# The Dirac propagator of a virtual electron in hydrogen

## The problem

An electron bound to a proton scatters again and again off the Coulomb field, and between two scatterings it is carried by the free propagator of the Dirac field. We evaluate that object at a typical point.

**Data.** $\alpha = 7.2973526\times10^{-3}$, $m = 9.1093837\times10^{-31}$ kg, $c = 299\,792\,458$ m/s, $\hbar = 1.0545718\times10^{-34}$ J s, proton mass $M = 1.6726219\times10^{-27}$ kg. The proton is treated as a static point charge, so the electron line keeps the energy of the bound state, given as the Dirac 1s value $W = mc^2\sqrt{1-\alpha^2}$. The momentum is $p = \alpha mc$ along $z$.

**Conventions.** Metric $(+,-,-,-)$, Dirac representation, $\beta=\gamma^0=\mathrm{diag}(1,1,-1,-1)$, $\boldsymbol\alpha=\gamma^0\boldsymbol\gamma$ with $\boldsymbol\sigma$ in both off-diagonal blocks, $\bar\psi=\psi^\dagger\gamma^0$, and $\{\psi_a(\mathbf r),\psi_b^\dagger(\mathbf r')\}=\delta_{ab}\,\delta^3(\mathbf r-\mathbf r')$, so $\psi$ has the unit m$^{-3/2}$. Further $H=c\,\boldsymbol\alpha\cdot\mathbf p+\beta mc^2$ and $E=\sqrt{c^2p^2+m^2c^4}$.

**Tasks.** (a) Derive the projector form and the covariant form of $S_F=\langle0|T\psi\bar\psi|0\rangle$. (b) Evaluate the positive- and negative-energy parts. (c) Compare with the Schrödinger propagator. (d) Express $\langle\bar\psi\psi\rangle$ through $S_F$, and evaluate the share of the modes with momentum below $\alpha mc$ and below $mc$.

## (a) Why the formula holds

Since $H^2=E^2$, the matrices

$$\Lambda_\pm(\mathbf p)=\frac{E\pm H}{2E}$$

are projectors with $\Lambda_++\Lambda_-=1$ and $H=E(\Lambda_+-\Lambda_-)$. I expand the field with spinors normalised to $u^\dagger u=v^\dagger v=1$,

$$\psi=\sum_s\int\!\frac{d^3p}{(2\pi\hbar)^3}\left[b\,u\,e^{i(\mathbf p\cdot\mathbf r-Et)/\hbar}+d^\dagger v\,e^{-i(\mathbf p\cdot\mathbf r-Et)/\hbar}\right],$$

with $\{b,b^\dagger\}=\{d,d^\dagger\}=(2\pi\hbar)^3\delta^3(\mathbf p-\mathbf p')\,\delta_{ss'}$. The spinor $v(\mathbf p)$ is an eigenvector of $H(-\mathbf p)$ with eigenvalue $-E$, so $\sum_s uu^\dagger=\Lambda_+(\mathbf p)$ and $\sum_s vv^\dagger=\Lambda_-(-\mathbf p)$. For $t>0$ only $bb^\dagger$ survives in $\langle\psi(x)\bar\psi(0)\rangle$. For $t<0$ time ordering exchanges two fermion operators, which gives a minus sign, and only $dd^\dagger$ survives. Reversing $\mathbf p$ in that term,

$$S_F(t,\mathbf r)=\int\!\frac{d^3p}{(2\pi\hbar)^3}\,e^{i\mathbf p\cdot\mathbf r/\hbar}\left[\theta(t)\Lambda_+e^{-iEt/\hbar}-\theta(-t)\Lambda_-e^{iEt/\hbar}\right]\gamma^0 .$$

Define the transform by $S_F(t,\mathbf r)=\int\frac{dW}{2\pi\hbar}\frac{d^3p}{(2\pi\hbar)^3}\,S_F(W,\mathbf p)\,e^{i(\mathbf p\cdot\mathbf r-Wt)/\hbar}$. The function $i\hbar/(W-E+i0)$ has its pole below the axis. For $t>0$ the contour closes clockwise below and gives $e^{-iEt/\hbar}$, and for $t<0$ it gives zero. The function $i\hbar/(W+E-i0)$ has its pole above; for $t<0$ the anticlockwise contour gives $-e^{iEt/\hbar}$. Therefore

$$S_F(W,\mathbf p)=i\hbar\,G\,\gamma^0,\qquad G=\frac{\Lambda_+}{W-E+i0}+\frac{\Lambda_-}{W+E-i0}.$$

$G$ has the unit J$^{-1}$, and $S_F(W,\mathbf p)$ is a time, in seconds. On a common denominator the numerator is $(W+E)\Lambda_++(W-E)\Lambda_-=W+H$, and $(W+H)\gamma^0=\gamma^0W-c\,\boldsymbol\gamma\cdot\mathbf p+mc^2$, because $\gamma^0\boldsymbol\gamma\gamma^0=-\boldsymbol\gamma$. With $p^0=W/c$,

$$S_F=i\hbar\,\frac{c\,\gamma^\mu p_\mu+mc^2}{c^2p^\mu p_\mu-m^2c^4+i0}.$$

*Question: both terms of $G$ have a plus sign. Where did the fermion minus sign go?*

It was used up by the contour. The two poles are encircled in opposite senses, and the sign from $T$ matches that exactly. This is why, away from the poles, $G$ is simply the resolvent $(W-H)^{-1}$.

*Question: may $\gamma^0$ stand on the left?*

Only with a change: $\gamma^0\Lambda_\pm(\mathbf p)=\Lambda_\pm(-\mathbf p)\gamma^0$. With the projectors as defined it belongs on the right, where $\bar\psi$ put it.

## (b) The numbers

The scales are $mc^2=8.18711\times10^{-14}$ J, $\alpha^2=5.32514\times10^{-5}$, $p=1.99285\times10^{-24}$ kg m/s, $cp=5.97442\times10^{-16}$ J, and the Hartree energy $E_h=\alpha^2mc^2=4.35974\times10^{-18}$ J. With $E=mc^2\sqrt{1+\alpha^2}$,

$$\varepsilon\equiv W-mc^2=-2.17990\times10^{-18}\ \text{J},\qquad E-mc^2=2.17984\times10^{-18}\ \text{J},$$

$$W-E=-4.35974\times10^{-18}\ \text{J},\qquad W+E=1.63742\times10^{-13}\ \text{J}.$$

Their product is the covariant denominator, $W^2-E^2=-2\alpha^2m^2c^4=-7.13874\times10^{-31}$ J$^2$. The electron is off its mass shell. As $|W|<mc^2\le E$ for every momentum, no pole is met and $i0$ can be dropped. The two time scales are

$$\frac{\hbar}{W-E}=-2.41888\times10^{-17}\ \text{s},\qquad\frac{\hbar}{W+E}=6.44044\times10^{-22}\ \text{s},$$

with the ratio $2.66\times10^{-5}$ in magnitude, close to $\alpha^2/2$.

For spin up along $\mathbf p$ the projectors act on one upper (u) and one lower (l) component:

$$\Lambda_+=\begin{pmatrix}w_+&w_0\\w_0&w_-\end{pmatrix},\qquad\Lambda_-=\begin{pmatrix}w_-&-w_0\\-w_0&w_+\end{pmatrix},$$

with $w_+=(E+mc^2)/2E=0.9999867$, $w_-=(E-mc^2)/2E=1.33123\times10^{-5}$ and $w_0=cp/2E=3.64858\times10^{-3}$. For spin down $w_0$ changes sign. Multiplying by the two times gives $\hbar G$:

| element | $\Lambda_+$ part (s) | $\Lambda_-$ part (s) | total (s) |
|---|---|---|---|
| uu | $-2.41885\times10^{-17}$ | $8.5737\times10^{-27}$ | $-2.41885\times10^{-17}$ |
| ul = lu | $-8.82549\times10^{-20}$ | $-2.3498\times10^{-24}$ | $-8.82573\times10^{-20}$ |
| ll | $-3.22009\times10^{-22}$ | $6.44036\times10^{-22}$ | $3.22026\times10^{-22}$ |

The totals also follow from $G=(W+H)/(W^2-E^2)$:

$$G_{uu}=-\frac{1+\sqrt{1-\alpha^2}}{2\alpha^2mc^2},\qquad G_{ul}=-\frac{1}{2\alpha mc^2},\qquad G_{ll}=\frac{1-\sqrt{1-\alpha^2}}{2\alpha^2mc^2}.$$

To pass to $S_F$, multiply by $i$ and reverse the sign of the l column, which is the action of $\gamma^0$.

*Question: so the negative-energy part is negligible in hydrogen?*

That depends on the element. In uu it is $-3.54\times10^{-10}$ of the $\Lambda_+$ part, close to $-\alpha^4/8$, since both the weight and the denominator suppress it. In ll it is twice as large as the $\Lambda_+$ part and of opposite sign, so it fixes the sign of the total. Vertices with $\boldsymbol\alpha$ reach that element. Take the coupling $V=ec\,\boldsymbol\alpha\cdot\mathbf A$ of the charge $-e$ to a vector potential whose quanta carry energy and momentum far below $mc^2$ and $mc$. At leading order $\Lambda_-\to(1-\beta)/2$ and $W+E\to2mc^2$, and the upper block of $V\Lambda_-V/(W+E)$ is

$$\frac{e^2c^2(\boldsymbol\sigma\cdot\mathbf A)^2}{2mc^2}=\frac{e^2\mathbf A^2}{2m}.$$

The diamagnetic term of the nonrelativistic Hamiltonian is thus the $\Lambda_-$ term. In time-ordered language it is a virtual pair that lives for about $\hbar/2mc^2$, so briefly on the atomic scale that both vertices merge into one contact interaction.

## (c) The Schrödinger limit

Put $W=mc^2+\varepsilon$. Then $W^2-E^2=\varepsilon(2mc^2+\varepsilon)-c^2p^2$, and the blocks are exactly

$$G_{uu}=\frac{1}{\varepsilon-\dfrac{c^2p^2}{2mc^2+\varepsilon}},\qquad\frac{G_{ul}}{G_{uu}}=\frac{c\,\boldsymbol\sigma\cdot\mathbf p}{2mc^2+\varepsilon},\qquad\frac{G_{ll}}{G_{uu}}=\frac{\varepsilon}{2mc^2+\varepsilon}.$$

For $|\varepsilon|\ll mc^2$ the upper block tends to $G_S=1/(\varepsilon-p^2/2m+i0)$. The mixed blocks are small only if $p\ll mc$ as well. With both conditions

$$S_F\to\frac{i\hbar}{\varepsilon-p^2/2m+i0}\,\frac{1+\gamma^0}{2},$$

whose transform is the retarded Schrödinger propagator $\theta(t)\,e^{-ip^2t/2m\hbar}$ times the rest-energy phase $e^{-imc^2t/\hbar}$.

Here $p^2/2m=2.17987\times10^{-18}$ J, so $\varepsilon-p^2/2m=-4.35977\times10^{-18}$ J and $\hbar G_S=-2.41887\times10^{-17}$ s at the same $\varepsilon$. Expanding the closed forms,

$$\frac{G_{uu}}{G_S}-1=-\frac{\alpha^2}{8}+O(\alpha^4)=-6.66\times10^{-6}.$$

The projector form shows the two sources. The weight $w_+\approx1-\alpha^2/4$ contributes $-1.33\times10^{-5}$. The kinetic correction in $E-mc^2\approx p^2/2m-p^4/8m^3c^2$, with $p^4/8m^3c^2=2.902\times10^{-23}$ J, reduces the magnitude of the denominator and contributes $+\alpha^2/8=+6.66\times10^{-6}$. The $\Lambda_-$ part enters first at order $\alpha^4$.

*Question: your $W-E$ equals $-E_h$ to all six figures. Is that a theorem?*

No, it is a feature of this point. We have $\sqrt{1-\alpha^2}-\sqrt{1+\alpha^2}=-\alpha^2(1+\alpha^4/8+\dots)$, because the $\alpha^4$ term of the bound-state energy and the $p^4$ term of the kinetic energy cancel when $p=\alpha mc$ exactly. At other momenta they do not.

*Question: why a free propagator? The electron is bound.*

One more Coulomb exchange multiplies the amplitude by a factor $VG$. At distances of order $\hbar/p$ the potential energy is of order $E_h$, and $|G_{uu}|\approx1/E_h$, so that factor is of order one. All exchanges must be summed, which turns $G$ into $(W-H-V)^{-1}$, with poles at the bound levels. The free $G$ is the link between successive exchanges in that sum, and the power counting of its blocks tells us which terms matter at which order in $\alpha$.

*Question: do six figures mean anything for real hydrogen?*

They describe the free propagator at the stated $W$ and $p$, nothing more. For the atom, two neglected effects compete with the $\alpha^2/8$ correction. Proton recoil changes the binding and kinetic energies by the relative amount $m/M=5.45\times10^{-4}$, about 82 times larger. The electron self-energy shifts the 1s level by roughly $(4/3\pi)\,\alpha^5mc^2\ln\alpha^{-2}$ if one keeps the leading logarithm only, a formula I quote without derivation. Relative to $E_h$ this is about $1.6\times10^{-6}$, smaller than $\alpha^2/8$ but of a similar order of magnitude. For the real atom, only $\hbar G_{uu}\approx-2.42\times10^{-17}$ s survives without these effects.

## (d) The scalar density of the vacuum

For $t<0$, $S_F(x)_{ab}=-\langle\bar\psi_b(0)\psi_a(x)\rangle$. Setting $a=b$, summing, and letting $t\to0^-$, $\mathbf r\to0$,

$$\langle\bar\psi\psi\rangle=-\mathrm{tr}\,S_F(0).$$

The product here is not normal ordered; the normal-ordered one has zero vacuum value. The traces are $\mathrm{tr}\,\Lambda_\pm\gamma^0=\pm2mc^2/E$, since only $\beta mc^2\gamma^0$ has a trace, namely $4mc^2$. From $t\to0^-$ we get $\mathrm{tr}\,S_F=-\int\mathrm{tr}\,\Lambda_-\gamma^0$, from $t\to0^+$ we get $+\int\mathrm{tr}\,\Lambda_+\gamma^0$, and the two agree mode by mode:

$$\langle\bar\psi\psi\rangle=-2\int\!\frac{d^3p}{(2\pi\hbar)^3}\,\frac{mc^2}{E}.$$

The covariant form confirms this. Its trace has the numerator $4mc^2$, and rotating $W=iy$, which the pole positions allow, gives $\int\frac{dW}{2\pi}\frac{i}{W^2-E^2+i0}=\int\frac{dy}{2\pi}\frac{1}{y^2+E^2}=\frac{1}{2E}$. The result is also the derivative with respect to $mc^2$ of the vacuum energy density $-2\int E\,d^3p/(2\pi\hbar)^3$.

With a sharp cutoff $p<Xmc$,

$$\langle\bar\psi\psi\rangle_X=-\frac{1}{\pi^2}\left(\frac{mc}{\hbar}\right)^3\!\int_0^X\!\frac{x^2\,dx}{\sqrt{1+x^2}}=-\frac{1}{2\pi^2}\left(\frac{mc}{\hbar}\right)^3\left[X\sqrt{1+X^2}-\operatorname{arsinh}X\right],$$

where $mc/\hbar=2.5896\times10^{12}$ m$^{-1}$. For $X=\alpha$ the cutoff wave number is $K=p/\hbar=1.88973\times10^{10}$ m$^{-1}$. The density of negative-energy modes below it, two per momentum, is $K^3/3\pi^2=2.27916\times10^{29}$ m$^{-3}$. Each contributes $\langle\beta\rangle=-mc^2/E$, whose average over the sphere is $-(1-3\alpha^2/10)$ to this order, so

$$\langle\bar\psi\psi\rangle_{X=\alpha}=-2.27913\times10^{29}\ \text{m}^{-3}.$$

For $X=1$ the bracket is $0.53284$ and $\langle\bar\psi\psi\rangle_{X=1}=-4.69\times10^{35}$ m$^{-3}$. At large $X$ the value grows as $X^2$, so $\mathrm{tr}\,S_F(0)$ is defined only with a regulator. These two numbers are partial sums over modes and are not observables.

*Question: does the same trick give the vacuum a charge?*

There the order of the limit matters. One finds $-\mathrm{tr}\,\gamma^0S_F(0^-)=+\int\mathrm{tr}\,\Lambda_-$, which is $\langle\psi^\dagger\psi\rangle$ with two filled states per momentum, while $-\mathrm{tr}\,\gamma^0S_F(0^+)=-\int\mathrm{tr}\,\Lambda_+$ is its negative, as $\mathrm{tr}\,\Lambda_\pm=2$. The symmetrised density $\tfrac12[\psi^\dagger,\psi]$ takes the average of the two limits and vanishes for the free field. In the field of the proton the projectors become those of $H+V$, the local cancellation fails, and what remains after charge renormalisation is the vacuum-polarisation charge density around the nucleus.